Popov-Fedotov projection on a spin dimer, and why hopping breaks it

The tool. Write a spin 1/2 with Abrikosov fermions, S = f†σf/2 (ħ = 1). A site then has four states, and S annihilates the two unphysical ones, empty and doubly occupied. Popov and Fedotov (1988) take Z_F = Tr exp[−(H − μN̂)/kT] with μ = −iπkT/2, so occupation n carries the weight (−i)ⁿ. Empty (+1) cancels double (−1), and Z_F = (−i)^N Z_spin for N sites. The propagator 1/(iω + μ), with ω = 2πkT(n + 1/2), becomes 1/(iω′) with ω′ = 2πkT(n + 1/4). Define χ = ⟨S_z²⟩/kT for the total S_z, in units of (gμB)². A free spin gives χ = (kT/2) Σ 1/ω′² = 1/(4kT); μ = 0 gives 1/(8kT).

Setting. For the Cu²⁺ pair in copper acetate, H_J = J S₁·S₂ with a typical singlet-triplet gap J ≈ 300 cm⁻¹ ≈ 37 meV. At 300 K, kT = 25.85 meV. An illustrative hopping is t = 200 meV, which J ≈ 4t²/U ties to an on-site repulsion U ≈ 4.3 eV.

Wrong attempt (step 2 is false, and so is the answer)
1. Take H = H_J − t Σ_σ (f†₁σ f₂σ + h.c.).
2. Omit U and any projector, since μ supposedly removes every state without one fermion per site. Then Z′ = −Z_F is the spin partition function.
3. With Z_m the trace for m fermions, Z_F = Z₀ − iZ₁ − Z₂ + iZ₃ + Z₄. Particle-hole symmetry gives Z₁ = Z₃, and Z₀ = Z₄ = 1, so Z′ = Z₂ − 2.
4. For m = 2 the three triplets stay at J/4. The covalent singlet (−3J/4) couples with strength 2t to one combination of the ionic states (2,0) and (0,2), giving E± = −3J/8 ± √[(3J/8)² + 4t²] = +386.4 and −414.1 meV. The other combination stays at 0.
5. The odd sectors cancel in ⟨S_z²⟩ too, so
kTχ′ = 2 / {3 + exp[(J/4 − E₋)/kT] + exp[(J/4 − E₊)/kT] − exp[J/4kT]} = 1.5×10⁻⁷,
with an apparent gap J/4 − E₋ = 423 meV. This is wrong.

Symptom. Set J = 0. Two projected spins must give Z′ = 4, because any hop leaves the singly occupied space. The attempt gives Z′ = 2 + 2cosh(2t/kT) = 4cosh²(t/kT).

Faulty line. Step 2. The cancellation pairs each state having site i empty with the same state having it doubly occupied, which needs [H, n_i] = 0 and equal energies. H_J meets both conditions. Hopping conserves only n₁ + n₂. At t = 0 the states (2,0) and (0,2), each of weight −1, cancel (0,0) and (2,2), each of weight +1. Hopping mixes one of the first pair into the singlet while the second pair stays at zero energy, so the singlet is pushed down by a double occupancy that costs nothing.

Mended calculation. Eliminate the hopping first, with U present; its effect is already inside J. The trick then applies exactly to H_J: Z_F = −[exp(3J/4kT) + 3 exp(−J/4kT)], and
kTχ = 2 / [3 + exp(J/kT)] = 0.278,
the form of Bleaney and Bowers (1952).

Size of the error. The model's χ′ is too small by a factor 1.8×10⁶, a figure that hangs exponentially on the illustrative t. The value 0.278 follows typical copper acetate behaviour by construction, since J was chosen from susceptibility fits. For a symmetric silicon double quantum dot with one electron per dot, valleys ignored, take illustrative t = 10 µeV and U = 1 meV, so J = 0.4 µeV, at 0.1 K (kT = 8.62 µeV). The model gives kTχ = 0.494, against 0.159 with the slip, low by a factor 3.1.